\section*{What the Mehler propagator assumes in a graded-index fibre}

For normalised oscillator functions and $|s|<1$,
\begin{equation}
\sum_n s^n\psi_n(\xi)\psi_n(\eta)=\frac{1}{\sqrt{\pi(1-s^2)}}\exp\left[-\frac{(1+s^2)(\xi^2+\eta^2)-4s\xi\eta}{2(1-s^2)}\right].
\end{equation}
It sums pure powers $s^n$, so it is a propagator only for equally spaced levels. That is today's assumption.

Take $n^2(r)=n_1^2(1-g^2r^2)$, $g=\sqrt{2\Delta}/a$, $k=2\pi n_1/\lambda$, with core radius $a$ and $\Delta=(n_1^2-n_2^2)/2n_1^2$, $n_2$ being the cladding index. The scalar Helmholtz equation is
\begin{equation}
\partial_z^2E+(k^2-2kH)E=0,\qquad H=-\frac{\nabla_\perp^2}{2k}+\frac{kg^2r^2}{2},
\end{equation}
where $H$ has eigenvalues $g(N+1)$, $N=n_x+n_y$. Forward modes $e^{i\beta z}$ have
\begin{equation}
\beta_N=k\sqrt{1-2u}=k\left(1-u-\tfrac12u^2-\tfrac12u^3-\dots\right),\qquad u=\frac{g(N+1)}{k}.
\end{equation}
The paraxial step stops at $u$. Then $m\to k$, $\hbar\to1$, $\omega t\to gz$; with $s=e^{-igz}$, $\xi=\sqrt{kg}\,x$ and the zero-point factor $e^{-igz/2}$, each transverse axis gets
\begin{equation}
K_x=\sqrt{\frac{kg}{2\pi|\sin gz|}}\;e^{-i\pi/4-i\nu\pi/2}\exp\left[\frac{ikg\left[(x^2+x'^2)\cos gz-2xx'\right]}{2\sin gz}\right],
\end{equation}
where $\nu=\lfloor gz/\pi\rfloor$ counts caustics.

Now keep $u^2$. The propagator $K=K_xK_y$ acquires the factor $e^{-izH^2/2k}$. Since $HK=i\partial_zK$,
\begin{equation}
\delta K=\frac{iz}{2k}\,\partial_z^2K
\end{equation}
to first order: the discarded derivative, returned.

\textbf{Question.} Surely that diverges at a caustic?

Yes. A point source fills arbitrarily high $N$, so apply it to beams. Guided modes have $\beta\ge k\sqrt{1-2\Delta}$, hence $u\le\Delta$. The quadratic term is at most $\Delta/2$ of the linear, the cubic at most $\Delta$ of the quadratic. But the phase accumulates.

Launch the fundamental mode displaced by $x_0$ along $x$. It populates $n_x=n$, $n_y=0$ with Poisson weights $P_n$ of mean $\bar n=kgx_0^2/2$. Mode phases are $-\theta_n$, with $\theta_n=gz(n+1)+\epsilon(n+1)^2$ and $\epsilon=g^2z/2k$. Position links neighbours, and $\theta_{n+1}-\theta_n=gz+\epsilon(2n+3)$, so
\begin{equation}
\frac{\langle x\rangle}{x_0}=\mathrm{Re}\sum_nP_ne^{-igz-i\epsilon(2n+3)}=e^{-\bar n(1-\cos2\epsilon)}\cos\left(gz+3\epsilon+\bar n\sin2\epsilon\right).
\end{equation}
For small $\epsilon$ the oscillation quickens by the fraction $(g/k)(\bar n+\tfrac32)$. The envelope reaches $1/e$ at $\cos2\epsilon=1-1/\bar n$.

Typical inputs are $a=25\,\mu$m, $\Delta=0.010$, $n_1=1.46$, $\lambda=1.55\,\mu$m, and I choose $x_0=10\,\mu$m. Then $k=5.92\,\mu\mathrm{m}^{-1}$, $g=5.66\,\mathrm{mm}^{-1}$, the period $2\pi/g$ is $1.11$ mm, $g/k=9.6\times10^{-4}$ and $\bar n=1.67$. The oscillation quickens by $0.30\%$, a slip of $0.019$ rad per period. The envelope reaches $1/e$ at $\epsilon=0.58$, $z=0.21$ m.

\textbf{Question.} Polarisation terms are also of order $g^2/k$. Can you drop them?

Not silently. The transverse-field equation carries $\nabla_\perp(\mathbf E\cdot\nabla\ln n^2)\simeq-2g^2\nabla_\perp(\mathbf E\cdot\mathbf r)$, which shifts $\beta^2$. Write $x\propto A+A^\dagger$, $\partial_x\propto A-A^\dagger$, likewise $B$ for $y$, and keep terms conserving $N$: $\partial_xx,\ \partial_yy\to\tfrac12$ and $\partial_xy\to\tfrac12(AB^\dagger-A^\dagger B)=-iL_z/2$, with the opposite sign for $\partial_yx$. For polarisation $(1,i\sigma)/\sqrt2$, $\sigma=\pm1$, and azimuthal dependence $e^{il\phi}$,
\begin{equation}
\delta\beta=-\frac{g^2}{2k}(1+\sigma l).
\end{equation}
The constant is a common phase. The rest turns the two circular components by $\pm\epsilon$ about the axis, so a linearly polarised beam has $\langle x\rangle$ multiplied by $\cos\epsilon$. At $0.21$ m that is $0.84$: weaker than the $1/e$ loss, but not negligible.

\textbf{Question.} And if the profile is not an exact parabola?

That is the real rival. Add $cg^4r^4$ to $n^2/n_1^2$, so $\delta H=-ckg^4r^4/2$. The diagonal element for the two-dimensional oscillator is $\langle r^4\rangle=[3(N+1)^2-l^2+1]/2(kg)^2$, giving
\begin{equation}
\delta\beta=\frac{cg^2}{4k}\left[3(N+1)^2-l^2+1\right].
\end{equation}
The $(N+1)^2$ coefficient is thus multiplied by $1-3c/2$. If $n$ rather than $n^2$ is parabolic, $c=1/4$ and the factor is $5/8$, from an index change $n_1c(2\Delta)^2/2$ of only $7\times10^{-5}$ at the core edge. The profile $n=n_1\,\mathrm{sech}\,gr$ has $c=2/3$ and cancels it.

So $0.21$ m is the model's length, not a fibre's. As typical knowledge, drawn profiles depart from the parabola by comparable or larger amounts, which can move the length by a factor of a few, more often downward.